\section*{Solution key: even--odd conductance of Na chains and the choice of lead self-energy}

\textbf{Model.} A chain of $N=1,\dots,6$ Na atoms carries one $3s$ orbital per site, site energy $\epsilon_0$ and hopping $-t$. Sites $1$ and $N$ couple through $-v$ to semi-infinite one-dimensional leads with site energy $\epsilon_L$ and hopping $-\tau$. The zero-temperature linear conductance is $G=G_0T(E_F)$ with $G_0=2e^2/h$. All inputs are assumed: $t=v=0.6$ eV, $\tau=1.0$ eV, $E_F=\epsilon_0$ (half filling), $E_F-\epsilon_L=0.4$ eV.

\subsection*{(a) Transmission for arbitrary end self-energies}
Let $\Sigma_{L,R}=\Lambda_{L,R}-ig_{L,R}$, so that $\Gamma=2g$ and $T=4g_Lg_R|G_{1N}|^2$. The matrix $E-H-\Sigma$ is tridiagonal, hence $|G_{1N}|=t^{N-1}/|D_N|$, and its determinant is linear in each corner element:
\begin{equation}
D_N=d_N-(\Sigma_L+\Sigma_R)d_{N-1}+\Sigma_L\Sigma_R\,d_{N-2},\qquad d_n=t^n\frac{\sin(n+1)\theta}{\sin\theta},
\end{equation}
where $E-\epsilon_0=2t\cos\theta$. At half filling $\theta=\pi/2$, so $d_n=0$ for odd $n$ and $d_n=(-1)^{n/2}t^n$ for even $n$. Therefore
\begin{equation}
T_{\rm odd}=\frac{4g_Lg_R}{|\Sigma_L+\Sigma_R|^2},\qquad T_{\rm even}=\frac{4g_Lg_Rt^2}{|t^2-\Sigma_L\Sigma_R|^2}.
\end{equation}
For $\Lambda=0$ these become $4g_Lg_R/(g_L+g_R)^2$ and $4g_Lg_Rt^2/(t^2+g_Lg_R)^2$. At other fillings $E_F=\epsilon_0-2t\cos k_Fa$, $\theta=\pi-k_Fa$, and $D_N/t^N=Pe^{iN\theta}+Qe^{-iN\theta}$ with $P,Q$ independent of $N$. Thus $1/T$ is a constant plus a term in $\cos(2Nk_Fa-\chi)$, of period $\pi/(k_Fa)$ atoms. Because $N$ is an integer, $k_Fa>\pi/2$ appears as the period $\pi/(\pi-k_Fa)$: quarter and three-quarter filling both give four atoms.

For identical leads write $\Sigma=|\Sigma|e^{-i\psi}$ and $\ell=\ln(|\Sigma|/t)$:
\begin{equation}
T_{\rm odd}=\sin^2\psi,\qquad T_{\rm even}=\frac{\sin^2\psi}{\sin^2\psi+\sinh^2\ell}.
\label{eq:polar}
\end{equation}
The determinant recurrence costs $O(N)$ and is exact, so the whole trade lies in $\Sigma$.

\subsection*{(b) Exact answer}
The lead's surface Green function obeys $\mathcal G=(z-\tau^2\mathcal G)^{-1}$ with $z=E-\epsilon_L$. Its retarded root is $\mathcal G=\lambda/\tau$, where $\lambda+1/\lambda=z/\tau$ and $\lambda=e^{-i\phi}$, $\cos\phi=x=(E_F-\epsilon_L)/2\tau=0.2$. Then $\Sigma=se^{-i\phi}$ with $s=v^2/\tau=0.36$ eV, giving $\Lambda=0.072$ eV and $g=0.353$ eV. With $T_0=4s^2t^2/(t^2+s^2)^2=0.7785$,
\begin{equation}
T_{\rm odd}=1-x^2=0.9600,\qquad T_{\rm even}=\frac{T_0(1-x^2)}{1-T_0x^2}=0.7714,
\end{equation}
for $N=1,3,5$ and $N=2,4,6$. The measure of accuracy is $\varepsilon=\max(|\delta T_{\rm odd}|,|\delta T_{\rm even}|)$, with $\delta T$ the approximate minus the exact value.

\subsection*{(c) Method A: wide-band limit}
Letting $\tau\to\infty$ at fixed $s$ gives $\Sigma=-is$, $T_{\rm odd}=1$, $T_{\rm even}=T_0$, and
\begin{equation}
\delta T_{\rm odd}=x^2=0.040,\qquad \delta T_{\rm even}=\frac{T_0(1-T_0)x^2}{1-T_0x^2}=0.0071 .
\end{equation}
The deviation falls as the inverse square of the lead bandwidth, but work cannot reduce it. No lead calculation is needed, and only $g$ is stored. The dropped terms matter for the oscillation itself: the contrast $T_{\rm odd}-T_{\rm even}$ is $0.221$ against the exact $0.189$, too large by $17\%$.

\subsection*{(d) Methods B and C: work and memory}
For a lead with $b$ orbitals per layer, count each $b\times b$ product or inversion as one unit of $b^3$ multiply--adds, use no symmetry, and count memory in $b\times b$ blocks. The final product $v\mathcal Gv^\dagger$, the same for B and C, is omitted. On the model $b=1$.

\emph{B, layer recursion.} With layer Hamiltonian $h$, interlayer block $V$ and $w=E+i\eta$, start from $\mathcal G_1=(w-h)^{-1}$ and iterate $\mathcal G_{m+1}=(w-h-V\mathcal G_mV^\dagger)^{-1}$. Each step takes two products and one inversion, so $W_B=3M-2$ for $M$ layers. Memory is 4 blocks ($w-h$, $V$, $\mathcal G$, workspace), independent of $M$.

\emph{C, decimation (L\'opez Sancho, L\'opez Sancho and Rubio, 1985).} Start from $h_s=h_b=h$, $\alpha=V$, $\beta=V^\dagger$. With $\gamma=(w-h_b)^{-1}$,
\begin{equation}
h_s\to h_s+\alpha\gamma\beta,\quad h_b\to h_b+\alpha\gamma\beta+\beta\gamma\alpha,\quad \alpha\to\alpha\gamma\alpha,\quad\beta\to\beta\gamma\beta .
\end{equation}
Each step eliminates every second remaining layer. After $n$ steps the nearest surviving layer is number $2^n$, and $h_s$ contains the layers $1,\dots,2^n-1$ behind the surface layer $0$; dropping $\alpha$ gives $(w-h_s)^{-1}=\mathcal G_M$ with $M=2^n$ exactly. A step needs one inversion and six products ($\gamma\alpha$, $\gamma\beta$, then four more), so $W_C=7n+1$. Memory is 7 blocks ($h_s,h_b,\alpha,\beta,\gamma,\gamma\alpha,\gamma\beta$). At equal $M$ the two methods have equal accuracy; their work is equal at $M=8$, and C is cheaper from $M=16$ on.

\subsection*{(e) Methods B and C: deviation}
The broadening $\eta$ enters the leads only. For $z=E_F-\epsilon_L+i\eta$ put $\lambda=e^{-\kappa-i\phi'}$, so that $\cosh\kappa\cos\phi'=x$ and $\eta=2\tau\sinh\kappa\sin\phi'$. The recursion is a ratio of the determinants of part (a):
\begin{equation}
\mathcal G_M=\frac{\lambda}{\tau}\,\frac{1-\lambda^{2M}}{1-\lambda^{2M+2}}\approx\frac{e^{-i\phi}}{\tau}\left[1-\kappa-\lambda^{2M}(1-\lambda^2)\right].
\label{eq:gm}
\end{equation}
Broadening lowers $\ell$ by $\kappa\approx\eta/(2\tau\sin\phi)$ and moves $\psi$ only at order $\kappa^2$. The wave reflected from the cut end has relative size $2\sin\phi\,e^{-2M\kappa}$ and a phase that turns with $M$. From Eq.~\eqref{eq:polar},
\begin{equation}
A=\partial_\ell T_{\rm even}=0.749,\qquad B=\partial_\psi T_{\rm even}=0.0720,\qquad \partial_\psi T_{\rm odd}=\sin2\phi=0.392 .
\end{equation}
Since $0.392<\sqrt{A^2+B^2}$, the even chains fix the first-order envelope over all phases,
\begin{equation}
\mathcal E=A\kappa+Ce^{-2M\kappa},\qquad C=2\sin\phi\sqrt{A^2+B^2}=1.475 .
\end{equation}
Its minimum lies at $\kappa=\ln(2MC/A)/2M$. As $2C/A=3.94$, the rule $\kappa_M=\ln(4M)/2M$ is adopted, and
\begin{equation}
\mathcal E(M)=\frac{A\ln 4M+C/2}{2M}.
\end{equation}
To leading order for small $\varepsilon$, $M\simeq(A/2\varepsilon)\ln(1/\varepsilon)$. Hence $W_B$ grows as $\varepsilon^{-1}\ln(1/\varepsilon)$ and $W_C$ as $7\log_2(1/\varepsilon)$: each further seven units almost halve the deviation.

\subsection*{(f) Table}
The deviations use the unexpanded Eq.~\eqref{eq:gm} in Eq.~\eqref{eq:polar}, with $\eta$ set by $\kappa_M$.
\begin{center}
\begin{tabular}{rrrrrrrr}
\hline
$n$ & $M$ & $\eta$ (eV) & $W_B$ & $W_C$ & $\delta T_{\rm odd}$ & $\delta T_{\rm even}$ & $\mathcal E$\\
\hline
\multicolumn{3}{l}{A (wide band)} & \multicolumn{2}{c}{0} & 0.040 & 0.0071 & --\\
3 & 8 & 0.428 & 22 & 22 & $-0.0014$ & $-0.13$ & 0.21\\
5 & 32 & 0.149 & 94 & 36 & 0.0027 & $-0.067$ & 0.068\\
6 & 64 & 0.0849 & 190 & 43 & 0.0021 & $-0.036$ & 0.038\\
7 & 128 & 0.0478 & 382 & 50 & 0.0015 & $-0.018$ & 0.021\\
8 & 256 & 0.0265 & 766 & 57 & 0.00029 & $-0.0088$ & 0.012\\
9 & 512 & 0.0146 & 1534 & 64 & $-0.00030$ & $-0.0061$ & 0.0063\\
12 & 4096 & 0.00232 & 12286 & 85 & $-0.000018$ & $-0.00081$ & 0.00098\\
\hline
\end{tabular}
\end{center}
Every computed deviation lies inside the envelope. The methods fail differently: A misses mainly the odd chains, through the phase of $\Sigma$, while B and C miss mainly the even chains, through its modulus.

\subsection*{(g) Cheapest choice for a stated accuracy}
Choices rest on $\mathcal E$, because the reflection phase cannot be relied on where no exact answer is at hand.
\begin{itemize}
\item $\varepsilon\le0.05$: A, at no lead work.
\item $\varepsilon\le10^{-2}$: C with $n=9$, $W=64$. The row $n=8$ passes on this model only through a favourable phase. B needs about $M=310$ ($\mathcal E=0.0098$, $W=928$), which is $14.5$ times the work.
\item $\varepsilon\le10^{-3}$: C with $n=12$, $W=85$; $n=11$ has $\mathcal E=0.0018$. B at $M=4096$ takes $145$ times the work.
\end{itemize}

\subsection*{(h) Best choice inside a stated budget}
\begin{itemize}
\item $W\le40$: A with $\varepsilon=0.040$; the best C is $n=5$ with $0.067$. C first overtakes A at $n=6$, $W=43$, and only narrowly.
\item $W\le60$: C with $n=8$, $\mathcal E=0.012$; B reaches $M=20$ with $\mathcal E=0.10$.
\item $W\le400$ and at most 4 blocks: C does not fit, and B with $M=134$ gives $\mathcal E=0.020$, half the deviation of A.
\end{itemize}
B therefore wins only when memory excludes C, since in the range $M\le8$ where it is no dearer than C both are less accurate than A.

\subsection*{(i) What the accuracy means}
These deviations refer to the model's exact answer, $0.96\,G_0$ and $0.77\,G_0$. The inputs were chosen to reproduce the typical calculated behaviour of Na chains, one parity near $G_0$ and the other a few tenths lower at most; no agreement is claimed, and which parity is higher depends on the contacts and on whether apex atoms are counted. The assumed alignment $\epsilon_0=E_F$ neglects charge transfer. With the exact $\Sigma$, part (a) gives $T=0.885$ for $N=5$ if $\epsilon_0$ lies $0.05$ eV above $E_F$ and $T=0.998$ if it lies $0.05$ eV below. The first change, $-0.075$, exceeds the wide-band deviation, so lead work beyond $n=9$ pays only once the level alignment is known to much better than $0.05$ eV.